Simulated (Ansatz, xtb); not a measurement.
Relative energy of two isomers of C3H7FGeO

Structure a is `F[C@@H]1CO[C@@H]1[GeH3]`, a singlet and structure b is `F[C@@H]1OC[C@@H]1[GeH3]`, a singlet. Both are isolated molecules in the gas phase, relaxed with PBE-D3(BJ)/def2-SVP.

Q: Which of the two would you expect CCSD(T)/def2-SVP + ΔMP2/def2-TZVPP electronic energies to favour?

A: Structure b; the calculation gives E(b) − E(a) = −47.3 kJ/mol.

Level by level:

```
                             level             geometry  E(b) − E(a) (kJ/mol)  departure from the last row (kJ/mol)  job, with rough time for the two
                          GFN2-xTB             GFN2-xTB                   −17.9                                 +29.4               optimisation, 0.7 s
                         HF/STO-3G             GFN2-xTB                   −26.6                                 +20.6                 single point, 3 s
                r2SCAN-D4/def2-SVP             GFN2-xTB                   −48.2                                  −0.9                single point, 14 s
               PBE-D3(BJ)/def2-SVP  PBE-D3(BJ)/def2-SVP                   −46.0                                  +1.3               optimisation, 2 min
                       HF/def2-SVP  PBE-D3(BJ)/def2-SVP                   −48.4                                  −1.2           part of the CCSD(T) run
                      MP2/def2-SVP  PBE-D3(BJ)/def2-SVP                   −53.1                                  −5.8           part of the CCSD(T) run
                  CCSD(T)/def2-SVP  PBE-D3(BJ)/def2-SVP                   −49.8                                  −2.5                      single point
CCSD(T)/def2-SVP + ΔMP2/def2-TZVPP  PBE-D3(BJ)/def2-SVP                   −47.3                                                   single point, 4.9 min
```

As drawn, both hold the same kinds of bond in the same numbers.

None of the levels shown reverses the order. The largest departure from CCSD(T)/def2-SVP + ΔMP2/def2-TZVPP is that of GFN2-xTB, 29.4 kJ/mol. The last row adds to CCSD(T) the change of the MP2 difference between the two basis sets, here +2.5 kJ/mol.

With thermal terms from frequencies at re-optimised GFN2-xTB minima (ideal gas, soft modes damped towards free rotors, one conformer each, 298.15 K, 1 atm): on the last row, ΔE + ΔZPE = −46.3, ΔH = −46.7, ΔG = −46.1 kJ/mol.

The correlated steps freeze 14 core orbitals; the filled d shell of Ge is correlated, in a basis made for valence electrons. Codes used: Ansatz 0.2.0, xtb 6.7.1; the last row on 2 threads of AMD EPYC (Zen 3) on a shared host.

Both isomers are cis-disubstituted oxetanes with fluorine and germyl on neighbouring carbons, so ring strain and the F/GeH3 contact should largely cancel. What changes is which substituent sits next to oxygen: germyl in a, fluorine in b. The clear preference for b fits the anomeric effect. An oxygen lone pair donates into the low-lying C–F σ* orbital, and placing two electronegative atoms on one carbon adds favourable electrostatics. A C–Ge bond is a much poorer acceptor, so a lacks comparable stabilisation.

Hartree–Fock in the split-valence basis already gives −48.4 kJ/mol, which suggests that the preference comes mainly from electrostatics and orbital delocalisation rather than from differential correlation. The smaller gap with HF/STO-3G probably reflects the minimal basis's poor description of polar bonds; the GFN2-xTB geometry is an unlikely cause, since r2SCAN-D4 gives −48.2 kJ/mol on it. The thermal terms barely alter the preference, as expected for such similar rings. This thermodynamic ordering does not imply that b is kinetically more robust, since α-fluoro ethers can ionise readily by losing fluoride.
